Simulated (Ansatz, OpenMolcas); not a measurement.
A ladder of methods for CH5BOSi (SMILES B[SiH2]C=O)

CH5BOSi: 9 atoms, total charge 0, spin state singlet. SMILES: `B[SiH2]C=O`. Geometry: relaxed at PBE0-D4/def2-TZVP. This is one conformer, not always the lowest.

Quantity: the HOMO–LUMO gap, in eV. The values are calculated.

```
             level                    kind     program  value (eV)  CPU time
    SVWN5/def2-SVP                     LDA      Ansatz        1.80     3.7 s
     BLYP/def2-SVP                     GGA      Ansatz        1.94     5.8 s
   revPBE/def2-SVP                     GGA      Ansatz        1.95     5.9 s
     TPSS/def2-SVP                meta-GGA  OpenMolcas        2.15      57 s
  r2SCAN0/def2-SVP         hybrid meta-GGA      Ansatz        4.50      15 s
CAM-B3LYP/def2-SVP  range-separated hybrid      Ansatz        6.62     8.7 s
  wB97M-V/def2-SVP  range-separated hybrid      Ansatz        8.41      72 s
 PBE-QIDH/def2-SVP           double hybrid      Ansatz        8.43      11 s
```

The values span 1.80 to 8.43 eV. Orbital gaps aren't excitation energies, and those of double hybrids come from the SCF part alone; they tend to grow with the share of exact exchange. CPU times are rough (shared hosts, several kinds of processor and program).

The four semilocal functionals agree closely, from 1.80 to 2.15 eV, whereas r2SCAN0 gives 4.50 eV and the range-separated hybrids still more. The wide spread probably arises because nonlocal exchange stabilises the occupied orbitals much more than the empty ones, which a semilocal potential treats alike.

Chemically, the frontier orbitals are likely to be an oxygen lone pair mixed with the Si–C and Si–B σ bonds, and a carbonyl π* orbital, possibly with a contribution from the empty p orbital on boron. Silicon's electropositive character raises the filled level, as in acylsilanes generally, while both acceptor sites offer low-lying empty levels. A modest gap for so small a molecule would therefore be reasonable, but its size remains strongly method-dependent.

The near coincidence of wB97M-V and PBE-QIDH, at 8.41 and 8.43 eV, doesn't establish convergence, since their exchange is built differently. Deciding which value lies nearest the fundamental gap would require the ionisation energy and electron affinity.
